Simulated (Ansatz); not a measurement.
# Abstraction of H: C2H9NSi + C2H2N → C2H8NSi + C2H3N

Species: C2H9NSi `CN(C)[SiH3]`, singlet; C2H2N `[CH2]C#N`, doublet; C2H8NSi `CN(C)[SiH2]`, doublet; C2H3N (acetonitrile) `CC#N`, singlet. A radical takes H: the energy is the difference in strength between the Si–H bond broken and the C–H bond made.

Shapes, held fixed at every level: PBE0-D4/def2-TZVP. Flexible molecules stand in one conformer, not always the lowest. Programs: Ansatz 0.2.0. The zero-point and thermal change to 298 K, harmonic and unscaled (PBE0-D4/def2-TZVP), is +12.2 kJ/mol.

```json
{"level": "HF/def2-TZVPP", "kind": "Hartree–Fock", "ΔH(298 K) (kJ/mol)": "+9.4"}
{"level": "PBE-D4/def2-TZVPP", "kind": "GGA", "ΔH(298 K) (kJ/mol)": "-38.1"}
{"level": "BHLYP-D4/def2-TZVPP", "kind": "global hybrid", "ΔH(298 K) (kJ/mol)": "-16.8"}
{"level": "PBE0-D4/def2-TZVPP", "kind": "global hybrid", "ΔH(298 K) (kJ/mol)": "-32.8"}
{"level": "r2SCAN0-D4/def2-TZVPP", "kind": "global hybrid", "ΔH(298 K) (kJ/mol)": "-21.0"}
{"level": "wB97X-V/def2-TZVPP", "kind": "range-separated hybrid", "ΔH(298 K) (kJ/mol)": "-26.4"}
{"level": "B2PLYP/def2-TZVPP", "kind": "double hybrid", "ΔH(298 K) (kJ/mol)": "-30.7"}
```

B2PLYP/def2-TZVPP gives ΔH(298 K) = -30.7 kJ/mol; the levels span -38.1 to +9.4. They disagree on the sign: 1 of 7 are positive. The median of the levels is -26.4. No measured value is set beside it here. Spin contamination: C2H2N (⟨S²⟩ up to 0.93). Open shells run unrestricted.

Hydrogen transfer from silicon to carbon is exothermic at every correlated level, so the Si–H bond is the weaker of the two. Silicon's diffuse valence orbitals overlap less well with hydrogen 1s than carbon's do. The preference is modest because the cyanomethyl radical is delocalised onto the nitrile nitrogen, which weakens the C–H bond of acetonitrile, whereas the silyl radical remains largely localised on silicon.

The positive Hartree–Fock value is not good evidence for an endothermic reaction. Its sign comes from the vibrational and thermal term of +12.2 kJ/mol, which exceeds the total of +9.4, so even there the electronic energy change is slightly negative. Missing correlation in the newly formed C–H bond, together with excessive spin polarisation of the delocalised radical, probably accounts for the shift. Exact exchange alone does not order the other levels, since r2SCAN0 and PBE0 differ markedly at the same fraction. The direction is therefore well supported, the magnitude less so, and the exothermicity says nothing about the abstraction barrier.
